The shielding $\sigma$ of a nucleus is the fraction of an applied magnetic field that the electrons around it cancel, so that the nucleus feels $B = (1-\sigma)B_0$. It was computed here for each nucleus of one molecule, a silyl acetate with a difluorinated double bond, from the response of a hybrid density functional to the field. The chemical shift is the shielding of a reference compound less that of the nucleus, so a large shift means weak shielding. Within one element, the shifts in this molecule differ by more than a hundred ppm for oxygen and carbon, by tens for fluorine and by a few for hydrogen.

Shieldings of CC(=O)O[SiH2]C/C(F)=C\F (SMILES) were computed with PySCF 2.14.0 (GIAO, PBE0/pcSseg-1, density fitting, non-relativistic, gas phase, GFN2-xTB geometry). Shifts refer to CFCl3 (F), H2O (O) and TMS (C, H, Si) at the same level; span is the highest less the lowest principal value. Atoms follow SMILES order, hydrogens last; equivalent ones are averaged.

| atom | equivalent | bonded to | shift (ppm) | shielding (ppm) | paramagnetic part (ppm) | span (ppm) | IAO charge (e) |
| --- | --- | --- | --- | --- | --- | --- | --- |
| C1 | 1 | C H H H | 23.7 | 163.3 | -84.3 | 52 | -0.47 |
| C2 | 1 | C O O | 177.7 | 9.3 | -239.0 | 167 | 0.54 |
| O3 | 1 | C | 471.2 | -135.2 | -538.7 | 639 | -0.45 |
| O4 | 1 | C Si | 203.8 | 132.2 | -273.4 | 247 | -0.60 |
| Si5 | 1 | C H H O | -24.6 | 373.8 | -509.7 | 53 | 1.00 |
| C6 | 1 | C H H Si | 16.3 | 170.7 | -85.3 | 36 | -0.58 |
| C7 | 1 | C C F | 162.1 | 24.9 | -229.2 | 132 | 0.25 |
| F8 | 1 | C | -158.7 | 329.6 | -145.9 | 115 | -0.28 |
| C9 | 1 | C F H | 148.5 | 38.4 | -208.1 | 122 | 0.07 |
| F10 | 1 | C | -186.5 | 357.4 | -118.8 | 127 | -0.27 |
| H11 | 3 | C | 2.2 | 29.5 | 2.3 | 9 | 0.17 |
| H14 | 2 | Si | 5.0 | 26.7 | -5.5 | 8 | -0.13 |
| H16 | 2 | C | 2.3 | 29.4 | -3.6 | 10 | 0.18 |
| H18 | 1 | C | 7.5 | 24.2 | -2.7 | 5 | 0.17 |

Shifts can be compared only within an element, because each element has its own reference. Both fluorine shifts are negative, for example, simply because the fluorine of the reference is less shielded than either fluorine here. Silicon occurs only once, so it has nothing to be compared with. The question is therefore why two oxygens, or five carbons, in the same molecule differ so much, and whether the charge on the atom explains it.

**Two currents, one nearly constant**

The field drives two kinds of current in the electron cloud. In the first, the electrons circulate about the nucleus as they would in a free atom and oppose the field. This gives the diamagnetic part, which is positive and equals the shielding less the paramagnetic part in the table. The second current arises because the bonded atom is no longer round, and in the heavier atoms of this molecule it strengthens the field at the nucleus.

For a free atom the diamagnetic part follows from Lamb's formula,

$$\sigma_d = \frac{\alpha^2}{3}\sum_i \left\langle \frac{1}{r_i}\right\rangle ,$$

with distances in bohr and $\alpha$ the fine-structure constant. The prefactor is about 18 ppm. In carbon the two 1s electrons contribute about 11 to the sum and the four valence electrons about 3.4 (rough recalled values). The result is $18 \times 11 \approx 200$ ppm from the core and $18 \times 3.4 \approx 60$ ppm from the valence shell, or about 260 ppm in all.

The five carbons in the molecule have diamagnetic parts between 246 and 256 ppm, at most about 5 % below this estimate. Similar free-atom values for oxygen, fluorine and silicon come within 2 % of the computed parts. For hydrogen the free-atom value is far too low, a failure that matters further down. The estimate has no adjustable constant, and no row of the table was used to make it.

The estimate also shows how little charge can do directly. One 2p electron of carbon contributes about 0.8 to the sum, so removing it altogether costs only about $18 \times 0.8 \approx 14$ ppm. The paramagnetic parts of the carbons, by contrast, are spread over 155 ppm. The large differences between atoms of one heavy element must be sought in the second current.

**What makes the paramagnetic part large**

To an electron, a magnetic field acts as a small rotation about the field direction. A p orbital at right angles to the field is turned towards the neighbouring p orbital. If that orbital is full as well, nothing results, because the Pauli principle leaves no room. If it is at least partly empty, occupied and empty orbitals mix and a current flows. In outline, perturbation theory gives

$$\sigma_p \propto -\frac{\langle r^{-3}\rangle}{\Delta E},$$

where $\Delta E$ is the energy needed to reach the empty orbital and $\langle r^{-3}\rangle$ measures how closely the p electrons approach the nucleus.

Three things therefore favour a large negative paramagnetic part: a high-lying filled p orbital, a low-lying empty one at right angles to it on the same atom, and p electrons close to the nucleus. A single bond offers only its antibonding $\sigma^*$ orbital, which lies high. A double bond adds the antibonding $\pi^*$ orbital, which lies much lower.

The carbons divide in just this way. C1 and C6, which have only single bonds, have paramagnetic parts of about −85 ppm. The three double-bonded carbons lie between −208 and −239 ppm. The $\pi^*$ orbital is not the whole cause, however. A field perpendicular to the plane of the double bond turns in-plane orbitals only into one another and so never reaches $\pi^*$. Yet the three carbons are weakly shielded in that direction too: even the highest of their principal values, the shieldings along three perpendicular directions, lies well below the lowest one of C1 or C6. The likely reason is the fluorine or oxygen bonded to each of the three, since such electronegative atoms deshield carbon through the in-plane bonds as well.

**Why the carbonyl oxygen stands apart**

C2 and O3 share the same double bond, yet the paramagnetic part of O3 is more than twice that of C2. Part of the reason is that oxygen holds its p electrons closer to the nucleus. Another part is the lone pair. The carbonyl oxygen has a filled p orbital that lies in the molecular plane, takes little part in bonding and is therefore high in energy. The empty $\pi^*$ orbital stands at right angles to it on the same atom. A field along the C=O bond turns one into the other across a small gap, the well-known n→π* mixing.

At the carbon end, the corresponding in-plane p orbital is tied up in strong bonds and lies deeper. By this argument a double-bonded carbon has one strongly deshielded field direction, across the bond in the plane, but the carbonyl oxygen has two. The principal values of the computed shielding fit this picture. O3 has two strongly negative values, −396 and −253 ppm, whereas C2 has only one negative value, −92 ppm.

The third principal value of O3 is +243 ppm. By the same argument it belongs to the field perpendicular to the plane, which never reaches $\pi^*$. This contrast between directions is what the span measures, and it explains why the span of O3 is 2.6 times that of O4.

O4 joins carbon to silicon through single bonds. Its lone pairs have no equally accessible $\pi^*$ orbital, since the one next door is centred mainly on the carbonyl group. The two oxygens differ in shift by 267 ppm, and their diamagnetic parts by only 2 ppm. The size of the gap is less certain than its origin, because density functionals tend to exaggerate the deshielding of carbonyl oxygen. The absolute oxygen shifts also refer to water in the gas phase, whereas measured ones usually refer to the liquid.

**Why the two fluorines are close**

Fluorine holds its p electrons even closer to the nucleus than oxygen does, yet its paramagnetic parts are smaller than those of either oxygen. The reason is that its p shell is almost full, so a rotation finds little empty p orbital to turn into. The single bond to carbon leaves the shell only slightly open: its $\sigma^*$ orbital lies high and is centred mainly on carbon, as is the $\pi^*$ orbital of the double bond next door.

This does not mean that fluorine shifts always vary little; between different kinds of bond they can differ by hundreds of ppm. Here both fluorines have the same kind of bond, to a double-bonded carbon. They still differ by 28 ppm in shift, although their charges agree within about 0.01 e. Nearly all of this difference is paramagnetic. F8 sits on a carbon that carries a further carbon, while F10 sits on one that carries a hydrogen. The extra carbon–carbon bond may offer the fluorine easier mixing, but the two atoms also lie differently with respect to the CH₂ group, and the effects of bonding and position have not been separated here.

**Where charge seems to work**

For the carbons, charge looks like a good guide at first sight: the more positive the carbon, the larger its shift, in all five cases. The order depends on how charge is assigned, though: Mulliken charges from the same calculation make C9 more positive than C7, although C7 has the larger shift. Even with the IAO charges of the table, the rate of change shows what is wrong with this reading. From C6 to C1, and again among the double-bonded carbons, the shift rises by roughly 50 to 80 ppm per unit of charge. From C1 to C9, where the double bond comes in, it rises by 231 ppm per unit.

The order holds because the double-bonded carbons in this molecule also carry the fluorine and oxygen atoms that draw electrons away. Charge and bonding change together, and the jump in rate appears where the double bond and the first fluorine come in. Charge may still play a secondary part, since a more positive atom pulls its p electrons inward and so raises $\langle r^{-3}\rangle$. Even the gentler rates are not a pure effect of charge, however, because the neighbours change from carbon to carbon as well.

The small gap between C1 and C6 is of another kind. Their paramagnetic parts agree within 1 ppm, and the difference of 7 ppm in shift appears in the diamagnetic part. How the total is divided between the two parts depends on a convention, however. The GIAO method used here keeps the diamagnetic part of a heavier atom close to that of the free atom, while other conventions can move tens of ppm or more from one part to the other. The total difference is a result; its division is not an explanation.

**Why hydrogen follows other rules**

Hydrogen has no p shell of its own to rotate. Its 1s orbital is round, and a rotation leaves it as it was. Apart from the electron density around it, what distinguishes one hydrogen from another is therefore largely the currents in neighbouring atoms and bonds. This is also why the free-atom estimate fails: the computed diamagnetic parts are 50 to 80 % above 18 ppm, because electrons of the neighbours are counted in.

The hydrogens on silicon show how misleading charge can then be. They carry about 0.3 electrons more than those on C6, which by itself should add a few ppm of shielding. Instead they are less shielded by 2.7 ppm. A plausible cause is the current induced in the silicon atom and its rather loosely held bonds, but this remains a guess. The gap is well above the 0.6 ppm by which the two hydrogens on C6 differ from each other in this frozen shape of the molecule.

H18, on the double bond, has the same charge as the methyl hydrogens, yet its shift is 5.3 ppm larger. A possible explanation is that currents in the double bond strengthen the field for a hydrogen lying in its plane, with some help from the fluorine on the same carbon. The table shows that the charge on H18 is not what sets it apart; the share of each neighbour is untested.

**Reading a new structure**

For a heavier atom, the first thing to look for is a filled p orbital with a low-lying empty partner at right angles on the same atom. In simple organic groups, a lone pair at right angles to $\pi^*$ on the same atom usually gives the strongest deshielding, a double bond without such a lone pair a moderate one, and single bonds alone the weakest for a given element. Charge is best kept for comparing atoms with the same kind of bonding, and even there it can miss a difference such as the one between the two fluorines. For hydrogen, the neighbours have to be examined first.
